Question

I ran C-V on a p⁺-n silicon pad detector, round pad, guard ring left floating. The wafer is float-zone material and should be uniform, yet my N(W) climbs with depth and ends well short of the wafer thickness. Can stray or edge capacitance do that, and how large is the effect?

Answer

Yes. A capacitance in parallel with the junction does both things, and a two-capacitor model gives the effect exactly. The floating ring adds a third node that changes the law, so I treat it separately.

1. The model

Take a one-sided abrupt junction in the depletion approximation, with uniform donor density N, pad area A and permittivity ε. The reverse bias V is counted positive and U = V + Vbi is the total band bending. Then

W = √(2εU/(qN)), C = εA/W.

The meter sees Cm = C + Cp with Cp independent of bias. The analysis assumes that all of Cm is the plane junction and reports

Wapp = εA/Cm, Napp = 2/(qεA² d(1/Cm²)/dV) = −Cm³/(qεA² dCm/dV).

2. Exact solution

The depth follows at once: Wapp = εA/(C + Cp) = W/(1 + Cp/C). For the doping, dCm/dV = dC/dV because Cp is constant. Only the factor Cm³ changes, and the same formula applied to C alone returns N. So

Napp = N (1 + Cp/C)³.

Nothing here used uniformity, so this is the general statement: it holds point by point for any N(W). For uniform material define L = εA/Cp, so that Cp/C = W/L and

Wapp = W/(1 + W/L), Napp = N (1 + W/L)³.

Your plot has Wapp on its axis, not W. Since 1 + W/L = 1/(1 − Wapp/L), the curve you see is

Napp = N/(1 − Wapp/L)³.

The cube has a simple origin. The method enforces dV = (q/ε) Napp Wapp dWapp, and the true junction obeys dV = (q/ε) N W dW. The depth is compressed by one power of (1 + W/L) and the step by two, dWapp = dW/(1 + W/L)², so Napp must rise by three.

3. Why an edge acts as a constant Cp

At the rim the space charge bulges sideways. For W ≪ R, a contact much thinner than W and an uncharged surface, W is the only length at the rim, so the extra depleted cross-section is βW² with β a pure number. The charge of a round pad of radius R is

Q = qN (πR²W + 2πR βW²).

Because W² = 2εU/(qN) is linear in U, the rim term has a constant derivative:

dQ/dV = επR²/W + 4βπεR = C (1 + bW/R), b = 4β.

Hence Cp = bπεR, Cp/C = bW/R and L = R/b. The value of b needs a two-dimensional Poisson solution. The typical value for silicon is b ≈ 1.5 (the correction goes back to Copeland, 1970), which means β = 0.375; a naive quarter disc of radius W would give β = π/4 and b = π, about twice too much. The scaling survives up to full depletion, because the space charge does not touch the back contact earlier. Uniform material therefore shows Napp = N (1 + bW/R)³ against true depth, or N/(1 − bWapp/R)³ against plotted depth.

4. Numbers

The relative permittivity is 11.7 (compiled value, Ioffe Institute, 300 K). Assumed inputs: R = 2.5 mm, thickness 300 µm, N = 1×10¹² cm⁻³, b = 1.5. This N was chosen to give a full-depletion voltage near the typical 70 V of such wafers. Then A = 0.196 cm², Cp = 1.22 pF, L = 1.67 mm.

W (µm) | U (V) | C (pF) | Cm (pF) | Cp/C | Wapp (µm) | Napp/N
50 | 1.93 | 40.7 | 41.9 | 0.03 | 48.5 | 1.09
100 | 7.73 | 20.3 | 21.6 | 0.06 | 94.3 | 1.19
200 | 30.9 | 10.2 | 11.4 | 0.12 | 179 | 1.40
300 | 69.6 | 6.78 | 8.00 | 0.18 | 254 | 1.64

In the model the profile ends 15 % short and 64 % high. The linearised rule 1 + 3Cp/C gives 1.54 in the last row, so keep the cube. Fixture stray simply adds: a further assumed 1 pF that the open correction missed raises the last entry to 2.34. An open correction that subtracts too much makes Cp negative and the profile falls.

Two terms were dropped. The curvature of the rim adds c(W/R)² to the bracket 1 + bW/R, with c unknown here. That term grows with bias and gives Napp/N = (1 + bx + cx²)³/(1 − cx²) with x = W/R; for c = 1 it moves the last row up by 5 %. The field through the air above the pad contributes roughly 2ε₀R ln(R/W), or 0.09 pF at full depletion, under a tenth of Cp. For a real bare pad the last row is thus good to two figures at best.

5. What the floating ring does

While neutral n-type silicon separates pad and ring, it largely screens the ring and sections 2 to 4 apply. At this doping W is already 36 µm at U = 1 V, comparable with a typical gap of tens of µm, so the space charge reaches the ring early in the sweep. Positive oxide charge accumulates electrons at the surface, which delays this and also alters b. After punch-through the ring picks up bias and the parallel capacitance is no longer constant. Repeating section 2 with dCm/dV = C′ + Cp′ (primes are d/dV) gives

Napp = N (1 + Cp/C)³/(1 + Cp′/C′).

The ring is a node with capacitance Cg to the back, capacitance Cpg to the pad and punch-through conductance g to the pad. The series admittance (g + iωCpg)(iωCg)/(g + iω(Cpg + Cg)) has the capacitive part

Cg [g² + ω²Cpg(Cpg + Cg)]/[g² + ω²(Cpg + Cg)²],

which runs from Cg at low frequency to CpgCg/(Cpg + Cg) at high frequency. For holes emitted over the punch-through barrier g is at most qI/kT. With an assumed ring current of 1 nA at 300 K that is 1/(26 MΩ), and with an assumed Cpg + Cg = 2 pF the corner g/(2π(Cpg + Cg)) lies at 3 kHz or lower, near the low end of ordinary bridge frequencies. An unirradiated pad whose profile depends on frequency points at the ring.

The low-frequency limit is solvable. Let the ring be tied to the pad, with the gap small against W and the pad-to-ring voltage small against U. The device is then a disc of radius R′ analysed with the area of radius R. With k = (R′/R)²,

Cm = kC (1 + bW/R′), Cp′/C′ = k − 1,

Wapp = W/[k (1 + bW/R′)], Napp = N k² (1 + bW/R′)³.

The part of Cp that scales like C enters squared and flat, as any wrong area does; only the constant part enters cubed and tilts the profile. Assume a gap of 50 µm and a ring 100 µm wide, so R′ = 2.65 mm, k = 1.124 and k² = 1.26. The model gives Wapp = 160 µm, Napp/N = 1.74 at W = 200 µm and Wapp = 228 µm, Napp/N = 2.02 at W = 300 µm. There Cp/C = 0.314, and the constant-Cp cube would predict 2.27; division by 1 + Cp′/C′ = k restores 2.02. A crude test of the dropped offset, with the added area held an assumed 10 V below U, gives 2.01, so near full depletion it matters little in this model.

6. What to do

If Cp is known and constant, invert exactly: with f = 1 − Cp/Cm, W = Wapp/f and N = Napp f³. A residual δCp leaves a relative shift 3δCp/C, which is 4 % for 0.1 pF at full depletion.

To find Cp, measure pads of several radii on one wafer at one bias: Cm = επR²/W + bπεR + Cstray separates the three terms by powers of R. Alternatively plot Cm against U^(−1/2): for uniform material this is a straight line with intercept Cp and slope A√(qεN/2). That fit assumes uniformity and cannot prove it, and with a tied ring its slope returns k²N.

Better, hold the ring at pad potential and route its current around the ammeter. For a ring wide against W and a gap narrow against W the field lines split at mid-gap, so the pad radius grows by half the gap and the model leaves a flat factor (1 + 25/2500)⁴ = 1.04 in N. A ring narrower than W, like the 100 µm one above at full depletion, shields only in part, and some tilt remains.

A constant Cp does not move the voltage at which C stops falling, so N = 2εU/(qd²) at that voltage, with d the thickness, is an independent test. It does bend 1/Cm² downward before the kink, so straight-line intersections should be drawn on corrected data.